**Screened charge of S³⁺ from Slater shells and one exchange constant**

The table is a radial curve from one spherical, spin-polarised, scalar-relativistic Kohn-Sham calculation of S³⁺ with exchange-only PBE: screened charge −rV, r·v_x of the spin-up potential, electron localisation function and reduced gradient. The program splits −rV into an electrostatic charge Q and exchange, models Q by Gauss's law with three Slater-rule shells (no fit), and adds a constant c averaged over the 11 rows between 0.064 and 2.769 bohr. Q is reproduced within 2.4 % in every row; with c = 0.633 the screened charge is within 5.0 % in the fitted rows and 15.6 % too high in the last row, where the PBE potential fades. Thin shells miss by up to 18.4 %, and local exchange from the Slater density gives a mean error of 0.9 %. The output also compares shell radii and density crossings with the extrema of the localisation function and shows that v_x near the nucleus is deeper than local exchange allows.

S³⁺ ([Ne] 3s² 3p¹, 3p electron spin-up), computed with the radks radial solver and Libxc 1: all-electron Kohn-Sham, exchange-only PBE, scalar-relativistic, spin-polarised, spherical densities, Fermi nuclear charge distribution. The screened charge −rV and r·v_xc are for the spin-up potential; the electron localisation function uses spin-summed kinetic energy densities.

## Analysis program

```python
# Table: radial curve of S3+ (Z=16, 13 electrons), radks spherical Kohn-Sham, exchange-only PBE, scalar-relativistic,
# spin-up potential. Tested: -rV = Q - r*v_x, Q from Slater-rule shells (no fit) plus one exchange constant c;
# alternatives: thin shells; local exchange from the Slater density. ELF extrema and s as by-products.
T = {
    'radius': [0.003977, 0.005655, 0.008106, 0.01162, 0.01652, 0.02368, 0.03367, 0.04826, 0.06918, 0.09836, 0.141, 0.2021, 0.2873, 0.4118, 0.5856, 0.8394, 1.203, 1.711, 2.452, 3.514, 4.997],  # bohr
    'electron_localisation_function': [0.9999, 0.9999, 0.9999, 0.9998, 0.9997, 0.9994, 0.9987, 0.9951, 0.9707, 0.7688, 0.2794, 0.3122, 0.7277, 0.8662, 0.7413, 0.1277, 0.4231, 0.8974, 0.7009, 0.0774, 0.0004286],
    'screened_charge': [15.86, 15.79, 15.67, 15.51, 15.29, 14.97, 14.54, 13.96, 13.19, 12.26, 11.1, 9.784, 8.442, 7.035, 5.838, 4.91, 4.349, 3.927, 3.551, 3.413, 3.143],  # e
    'radius_times_xc_potential': [-0.09069, -0.1113, -0.1402, -0.1792, -0.2286, -0.2909, -0.3608, -0.433, -0.4897, -0.5142, -0.5146, -0.573, -0.7525, -0.8347, -0.7482, -0.6108, -0.6893, -0.7135, -0.5195, -0.4117, -0.1432],  # hartree bohr
    'reduced_gradient': [0.4252, 0.4209, 0.4233, 0.4331, 0.4515, 0.4827, 0.5312, 0.6093, 0.7276, 0.8593, 0.7785, 0.3607, 0.3267, 0.5524, 0.9448, 1.175, 0.5126, 1.001, 2.395, 7.612, 38.66],
}
import numpy as np
from math import factorial as f, pi
from scipy.optimize import brentq
r = np.array(T['radius']); S = np.array(T['screened_charge']); X = np.array(T['radius_times_xc_potential'])
E = np.array(T['electron_localisation_function']); s = np.array(T['reduced_gradient'])
Z = 16; n = [1, 2, 3]; N = [2, 8, 3]; Nup = [1, 4, 2]; q = Z - sum(N)
Ze = [Z - 0.30, Z - 2*0.85 - 7*0.35, Z - 2 - 8*0.85 - 2*0.35]  # Slater's rules
ze = [a/b for a, b in zip(Ze, n)]; R = [b*b/a for a, b in zip(Ze, n)]
u = lambda i, r: np.exp(-2*ze[i]*r)*sum((1 - k/(2*n[i]))*(2*ze[i]*r)**k/f(k) for k in range(2*n[i]))
d = lambda i, r: 2*ze[i]*(2*ze[i]*r)**(2*n[i])*np.exp(-2*ze[i]*r)/f(2*n[i])/(4*pi*r*r)
Q = S + X
Qs = q + sum(N[i]*u(i, r) for i in range(3))
Qt = q + sum(N[i]*np.maximum(0, 1 - r/R[i]) for i in range(3))
Xl = -r*(6*sum(Nup[i]*d(i, r) for i in range(3))/pi)**(1/3)
rho = sum(N[i]*d(i, r) for i in range(3))
dr = sum(N[i]*d(i, r)*((2*n[i] - 2)/r - 2*ze[i]) for i in range(3))
sm = abs(dr)/(2*(3*pi**2)**(1/3)*rho**(4/3))
w = (r > R[0]) & (r < 2*R[2]); c = -X[w].mean()
fm = lambda v, p=3: ' '.join('%.*f' % (p, a) for a in v)
pc = lambda m, t: 100*(m - t)/t
print('K L M: Zeff', fm(Ze, 2), '| zeta 1/bohr', fm(ze), '| R=n^2/Zeff bohr', fm(R))
print('window %.3f-%.3f bohr, %d rows: c=%.3f e, -r*vx from %.3f to %.3f' % (R[0], 2*R[2], w.sum(), c, -X[w].max(), -X[w].min()))
print('rounding floor: 0.005 e (S>=10), 0.0005 e (S<10), i.e. at most %.3f %%' % max(100*np.where(S >= 10, .005, .0005)/S))
print('r in | Q Qslater err% thin err% | S rule err% local-x err% | r*vx local | s model')
eQ, eT, eS, eL, eTS = pc(Qs, Q), pc(Qt, Q), pc(Qs + c, S), pc(Qs - Xl, S), pc(Qt + c, S)
for j in range(len(r)):
    print('%.4f %s | %.3f %.3f %+.1f %+.1f | %.3f %.3f %+.1f %+.1f | %.3f %.3f | %.2f %.2f' % (r[j], '*' if w[j] else '-',
          Q[j], Qs[j], eQ[j], eT[j], S[j], Qs[j] + c, eS[j], eL[j], X[j], Xl[j], s[j], sm[j]))
for nm, e in [('Q Slater', eQ), ('Q thin', eT), ('S Slater+c', eS), ('S thin+c', eTS), ('S Slater+local x', eL)]:
    j = np.argmax(abs(e))
    print('%s: all rows mean|err| %.1f%%, worst %+.1f%% at r=%.4f; window mean %.1f%% max %.1f%%' % (
          nm, abs(e).mean(), e[j], r[j], abs(e[w]).mean(), abs(e[w]).max()))
j = np.argmax(abs(Qs - Q)); print('largest abs miss of Slater Q: %+.3f e at r=%.4f' % (Qs[j] - Q[j], r[j]))
for j in (11, 16):
    print('worked r=%.4f: x' % r[j], fm([2*z*r[j] for z in ze]), '| u', fm([u(i, r[j]) for i in range(3)], 4),
          '| N*u', fm([N[i]*u(i, r[j]) for i in range(3)]))
    print('  Q=%.3f +c=%.3f, table %.3f; thin Q=%.3f +c=%.3f (%+.1f%%)' % (Qs[j], Qs[j] + c, S[j], Qt[j], Qt[j] + c, eTS[j]))
# further outputs of the same run: <1/r> of filled levels with degeneracy, density at the nucleus
inv = 15.6612 + 15.662 + 3.06903 + 3.06908 + 3*(2.96615 + 2.96625) + 0.908031 + 0.908664 + 0.811807
rho0 = 2963.13
print('inner slope e/bohr: run sum<1/r> %.1f, Slater %.1f, table (16-Q)/r rows 1,3: %.1f %.1f (+-%.1f, %.1f)' % (
      inv, sum(N[i]/R[i] for i in range(3)), (Z - Q[0])/r[0], (Z - Q[2])/r[2], .005/r[0], .005/r[2]))
v0 = -(3*rho0/pi)**(1/3)
print('v_x hartree rows 1-3:', fm(X[:3]/r[:3], 1), '| local value at run nuclear density %.1f' % v0)
print('Slater density at nucleus %.0f vs run %.0f e/bohr^3' % (2*ze[0]**3/pi, rho0))
mx = [r[j] for j in range(1, len(r) - 1) if E[j] > E[j-1] and E[j] > E[j+1]]
mn = [r[j] for j in range(1, len(r) - 1) if E[j] < E[j-1] and E[j] < E[j+1]]
cr = [brentq(lambda t: N[i]*d(i, t) - N[i+1]*d(i+1, t), a, b) for i, a, b in ((0, .08, .4), (1, .5, 1.5))]
print('ELF max rows', fm(mx, 4), '| Slater <r> K L M', fm([(2*n[i] + 1)/(2*ze[i]) for i in range(3)]), 'bohr')
print('ELF min rows', fm(mn, 4), '| density crossings K/L, L/M', fm(cr), 'bohr; radius step %.2f' % np.exp(np.diff(np.log(r)).mean()))
print('tail: Q', fm(Q[-2:]), '| S', fm(S[-2:]), '| shortfall from exact-exchange limit 4:', fm(q + 1 - S[-2:]), 'e')
assert np.all(np.diff(S) < 0) and abs(Q[-1] - q) < 0.002
assert abs(eQ).max() < 5 and np.all(Qt <= Qs + 1e-9)
assert X[0]/r[0] < v0 and 0.5 < c < 0.8
assert len(mx) == 2 and len(mn) == 2
```

Output:

```
K L M: Zeff 15.70 11.85 6.50 | zeta 1/bohr 15.700 5.925 2.167 | R=n^2/Zeff bohr 0.064 0.338 1.385
window 0.064-2.769 bohr, 11 rows: c=0.633 e, -r*vx from 0.490 to 0.835
rounding floor: 0.005 e (S>=10), 0.0005 e (S<10), i.e. at most 0.045 %
r in | Q Qslater err% thin err% | S rule err% local-x err% | r*vx local | s model
0.0040 - | 15.769 15.773 +0.0 +0.0 | 15.860 16.405 +3.4 -0.2 | -0.091 -0.051 | 0.43 0.39
0.0057 - | 15.679 15.677 -0.0 -0.0 | 15.790 16.310 +3.3 -0.3 | -0.111 -0.071 | 0.42 0.40
0.0081 - | 15.530 15.538 +0.1 +0.0 | 15.670 16.171 +3.2 -0.2 | -0.140 -0.099 | 0.42 0.41
0.0116 - | 15.331 15.341 +0.1 +0.0 | 15.510 15.974 +3.0 -0.2 | -0.179 -0.137 | 0.43 0.42
0.0165 - | 15.061 15.072 +0.1 -0.0 | 15.290 15.705 +2.7 -0.2 | -0.229 -0.185 | 0.45 0.44
0.0237 - | 14.679 14.692 +0.1 -0.2 | 14.970 15.325 +2.4 -0.2 | -0.291 -0.246 | 0.48 0.48
0.0337 - | 14.179 14.191 +0.1 -0.8 | 14.540 14.824 +2.0 -0.2 | -0.361 -0.315 | 0.53 0.53
0.0483 - | 13.527 13.525 -0.0 -2.1 | 13.960 14.158 +1.4 -0.3 | -0.433 -0.389 | 0.61 0.60
0.0692 * | 12.700 12.689 -0.1 -3.9 | 13.190 13.322 +1.0 -0.4 | -0.490 -0.453 | 0.73 0.71
0.0984 * | 11.746 11.704 -0.4 -2.5 | 12.260 12.337 +0.6 -0.5 | -0.514 -0.492 | 0.86 0.82
0.1410 * | 10.585 10.504 -0.8 -2.2 | 11.100 11.137 +0.3 -0.7 | -0.515 -0.520 | 0.78 0.71
0.2021 * | 9.211 9.080 -1.4 -4.8 | 9.784 9.713 -0.7 -1.1 | -0.573 -0.600 | 0.36 0.35
0.2873 * | 7.690 7.531 -2.1 -14.6 | 8.442 8.163 -3.3 -2.1 | -0.752 -0.732 | 0.33 0.33
0.4118 * | 6.200 6.049 -2.4 -17.6 | 7.035 6.682 -5.0 -2.5 | -0.835 -0.813 | 0.55 0.56
0.5856 * | 5.090 4.991 -1.9 -7.0 | 5.838 5.624 -3.7 -1.7 | -0.748 -0.747 | 0.94 1.00
0.8394 * | 4.299 4.273 -0.6 -2.7 | 4.910 4.906 -0.1 -0.8 | -0.611 -0.596 | 1.18 1.35
1.2030 * | 3.660 3.684 +0.7 -7.3 | 4.349 4.317 -0.7 -0.8 | -0.689 -0.630 | 0.51 0.49
1.7110 * | 3.213 3.240 +0.8 -6.6 | 3.927 3.872 -1.4 -0.2 | -0.714 -0.679 | 1.00 0.88
2.4520 * | 3.032 3.037 +0.2 -1.0 | 3.551 3.670 +3.4 +0.7 | -0.519 -0.539 | 2.40 2.15
3.5140 - | 3.001 3.002 +0.0 -0.0 | 3.413 3.634 +6.5 -4.2 | -0.412 -0.269 | 7.61 7.30
4.9970 - | 3.000 3.000 +0.0 +0.0 | 3.143 3.633 +15.6 -2.3 | -0.143 -0.072 | 38.66 43.01
Q Slater: all rows mean|err| 0.6%, worst -2.4% at r=0.4118; window mean 1.0% max 2.4%
Q thin: all rows mean|err| 3.5%, worst -17.6% at r=0.4118; window mean 6.4% max 17.6%
S Slater+c: all rows mean|err| 3.0%, worst +15.6% at r=4.9970; window mean 1.8% max 5.0%
S thin+c: all rows mean|err| 5.3%, worst -18.4% at r=0.4118; window mean 6.3% max 18.4%
S Slater+local x: all rows mean|err| 0.9%, worst -4.2% at r=3.5140; window mean 1.0% max 2.5%
largest abs miss of Slater Q: -0.159 e at r=0.2873
worked r=0.2021: x 6.346 2.395 0.876 | u 0.0073 0.4379 0.8540 | N*u 0.015 3.503 2.562
  Q=9.080 +c=9.713, table 9.784; thin Q=8.772 +c=9.405 (-3.9%)
worked r=1.2030: x 37.774 14.256 5.213 | u 0.0000 0.0001 0.2277 | N*u 0.000 0.001 0.683
  Q=3.684 +c=4.317, table 4.349; thin Q=3.393 +c=4.026 (-7.4%)
inner slope e/bohr: run sum<1/r> 57.9, Slater 57.3, table (16-Q)/r rows 1,3: 58.0 58.0 (+-1.3, 0.6)
v_x hartree rows 1-3: -22.8 -19.7 -17.3 | local value at run nuclear density -14.1
Slater density at nucleus 2464 vs run 2963 e/bohr^3
ELF max rows 0.4118 1.7110 | Slater <r> K L M 0.096 0.422 1.615 bohr
ELF min rows 0.1410 0.8394 | density crossings K/L, L/M 0.148 0.892 bohr; radius step 1.43
tail: Q 3.001 3.000 | S 3.413 3.143 | shortfall from exact-exchange limit 4: 0.587 0.857 e
```
